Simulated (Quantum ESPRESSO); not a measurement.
# Shift and splitting of the zone-centre optical modes of KI (rocksalt) under uniaxial strain along [001], LDA linear response

The usual rule of thumb is that a stretched crystal vibrates more slowly. For KI strained along one cube axis, it holds for one optical mode and fails for the other two.

**Problem.** A KI element, clamped on its sides and strained along $z$, is to serve as a strain marker read with polarised far-infrared light travelling along $x$. The singlet is read with the field along $z$ and the doublet with the field along $y$. The two lines must lie at least 250 GHz apart, and the stress along $z$ must not exceed 0.5 GPa in size. If several strain states qualify, the one with the smallest stress is taken. Which state should be used, and how is strain obtained from the lines? Shifts are measured from the unstrained crystal at the same level, with tension positive.

## Calculations

One crystal, KI (rocksalt) (known phase), relaxed once; z is the cube axis [001]. The cell was stretched along z with the other edges held. Forces on the atoms are under 0.01 eV/Å in every row. Program: Quantum ESPRESSO 7.5, plane waves, LDA, PseudoDojo norm-conserving potentials, scalar-relativistic, no spin-orbit coupling, no spin; linear response. Plane-wave runs: cutoff 1075 eV; k meshes with a least product of divisions and cell-vector length from 38 to 39 Å; fixed occupations. The tabled runs alone: cutoff 1075 eV, k length 38 to 39 Å, k mesh 8×8×8.

Notes on method and selection:

- Harmonic values at the static lattice; measured values carry thermal expansion and anharmonic shifts at their temperature.
- For a cubic two-atom crystal the shifts follow the phonon deformation potentials p and q: singlet Δω = [p·ε_zz + q·(ε_xx + ε_yy)]/(2ω₀), doublet Δω = [p·ε_xx + q·(ε_yy + ε_zz)]/(2ω₀).
- In a polar crystal the macroscopic field, left out here, lifts whichever component is longitudinal for the scattering geometry, at rest by 31.2 cm⁻¹.
- Spin-orbit coupling is left out; it matters most with heavy elements (here I).
- Runs that did not converge, have known faults or may not be shown are not listed, and runs on Ansatz's PAW sets soft_1 and soft_2 are kept to separate tables.

Columns:

- uniaxial strain (%): strain along z, the x and y edges held; tension positive.
- stress (GPa): stress along z, tension positive.
- singlet mode (cm⁻¹): zone-centre optical mode, singlet, polarised along z; no LO-TO term, no sum rule.
- doublet mode (cm⁻¹): zone-centre optical mode, doublet, polarised in the x-y plane; no LO-TO term, no sum rule.
- splitting (cm⁻¹): singlet minus doublet.

Input lines of one member:

```
phonons
 &inputph
    prefix='x',
    outdir='./tmp',
    fildyn='s.dyn',
    tr2_ph=1.0d-18,
 /
0.000000000000 0.000000000000 0.000000000000
```

Command (options for logging and memory left out): `OMP_NUM_THREADS=1 mpirun -n 4 ph.x -nk 4 -in ph.in > ph.out`

## Data

```
member  uniaxial strain (%)  stress (GPa)  singlet mode (cm⁻¹)  doublet mode (cm⁻¹)  splitting (cm⁻¹)
−1.0 %  −1.0                 −0.43         124.04               114.04               10.00
−0.5 %  −0.5                 −0.21         119.36               114.42               4.94
+0.0 %  0.0                  0.00          114.76               114.76               0.00
+0.5 %  0.5                  0.20          110.23               115.07               −4.84
+1.0 %  1.0                  0.38          105.78               115.36               −9.58
```

Least-squares fits to the whole series, with x = uniaxial strain (%); R² and errors in the fitted variable (y, or ln y where the fit is in ln y):

```
y                    members  fit                      R²    rms residual  leave-one-out rms  the same for the mean of the others
singlet mode (cm⁻¹)  5        y = 114.834 − 9.13000 x  1.00  0.063         0.13               8.1
doublet mode (cm⁻¹)  5        y = 114.73 + 0.65800 x   1.00  0.025         0.052              0.58
```

## Reading the trend

The singlet, polarised along the strained axis, falls by 9.13 cm⁻¹ per per cent of tension. The doublet, polarised across it, rises by 0.66 cm⁻¹ per per cent. The splitting, singlet minus doublet, therefore changes by (−9.58 − 10.00) / 2 = −9.79 cm⁻¹ per per cent. The rule of thumb holds for the singlet and for the average of the three modes, which moves by (−9.13 + 2 × 0.658) / 3 = −2.60 cm⁻¹ per per cent.

With $\omega_0$ = 114.76 cm⁻¹ and strain as a plain fraction, the slopes give the deformation potentials:

- $p$ = 2 × 114.76 × (−9.13) × 100 = −2.10 × 10⁵ cm⁻²
- $q$ = 2 × 114.76 × 65.8 = 1.51 × 10⁴ cm⁻²

A simple model of repulsion between neighbouring ions gives both signs. For a pair energy $\varphi(r)$, a bond resists motion along itself with force constant $\varphi''$ and motion across itself with $\varphi'/r$. The second is negative for a repulsive pair, so it works against the restoring force. Stretching the bonds along $z$ reduces $\varphi''$ steeply, and the singlet softens. It also makes $\varphi'/r$ less negative, and the doublet stiffens slightly, since its own bonds along $x$ and $y$ keep their length.

For a repulsion that decays exponentially over about a tenth of the bond length, the second effect should be roughly a tenth of the first, with opposite sign. The fitted slopes give 0.658 / (−9.13) = −0.07. Electrostatic forces between the displaced ions also change with strain and may matter as much for the small doublet response, so the agreement makes the model plausible but does not test it.

## Exceptions

All five rows follow smooth curves. The unstrained row has zero splitting, as cubic symmetry requires.

The departures from the straight lines are small but regular. From −1.0 % to +1.0 %, successive half-per-cent steps change the singlet by −4.68, −4.60, −4.53 and −4.45 cm⁻¹, and the doublet by 0.38, 0.34, 0.31 and 0.29 cm⁻¹. Both responses weaken as the bonds lengthen, which is the behaviour expected of a repulsion that fades with distance.

The leave-one-out error is 0.13 cm⁻¹ for the singlet and 0.052 cm⁻¹ for the doublet, against 8.1 and 0.58 cm⁻¹ for the mean of the other rows. Even the weak rise of the doublet is therefore well resolved within this series.

## Selection

**Screening.** A wavenumber difference becomes a frequency difference through $\Delta\nu = c\,\Delta\tilde\nu$, with $c$ = 29.98 GHz per cm⁻¹.

- −1.0 %: 10.00 × 29.98 = 300 GHz at 0.43 GPa in compression; passes.
- −0.5 %: 4.94 × 29.98 = 148 GHz; too small.
- Unstrained: no splitting; fails.
- +0.5 %: 4.84 × 29.98 = 145 GHz in size; too small.
- +1.0 %: 9.58 × 29.98 = 287 GHz in size at 0.38 GPa in tension; passes.

**Pick.** Of the five tabled states, +1.0 % is chosen, since it has the smaller stress of the two that pass. The −1.0 % state is the runner-up.

**Reading the strain.** With the splitting $\Delta$ in cm⁻¹, the strain in per cent is $\varepsilon = -\Delta/9.79$. An error of 1 cm⁻¹ in the splitting means 1 / 9.79 = 0.10 % in strain. At the ends of the range the straight line misreads the strain by about 0.02 %, because 10.00 / 9.79 = 1.02 and 9.58 / 9.79 = 0.98.

**Error of the level.** LDA usually binds such crystals too tightly, which makes the frequencies too high. An error common to both lines cancels in the splitting, but an error in the slope does not. The pick meets the 250 GHz requirement as long as the true splitting is at least 250 / 287 = 0.87 of the computed one; for the runner-up the limit is 250 / 300 = 0.83. A true splitting 10 % smaller than computed would leave both in place, while one 20 % smaller would remove both.

**What would overturn the pick.** A required splitting between 287 and 300 GHz would favour compression, as would an element that cracks in tension first. Mechanical strength is the harder condition: bulk KI deforms by slip at stresses far below those of either state. For a bulk crystal the useful result is the calibration itself, about 1 cm⁻¹ of splitting per 0.1 % of strain, and it applies only while the crystal stays elastic.

## What to take away

Between −1 % and +1 %, with the sides held, strain along a cube axis is read best from the splitting. Free sides would contract under tension and alter the calibration, most noticeably for the doublet.

Two omitted effects matter for absolute line positions. The macroscopic field raises a longitudinal component by 31.2 cm⁻¹ at rest, more than the singlet's whole range of 18.26 cm⁻¹, so the geometry must select transverse modes, as light travelling along $x$ with its field along $y$ or $z$ does. Thermal expansion of roughly 1 % in length would lower every line by about 9.13 − 2 × 0.658 = 7.8 cm⁻¹, far more than the doublet's range of 1.32 cm⁻¹. To first order this shift cancels in the splitting.

[Logs are printed without paths, hosts, clocks, repeated set-up lines and the standing remarks that a program may print on its own settings, such as how far it seeks lower states.]
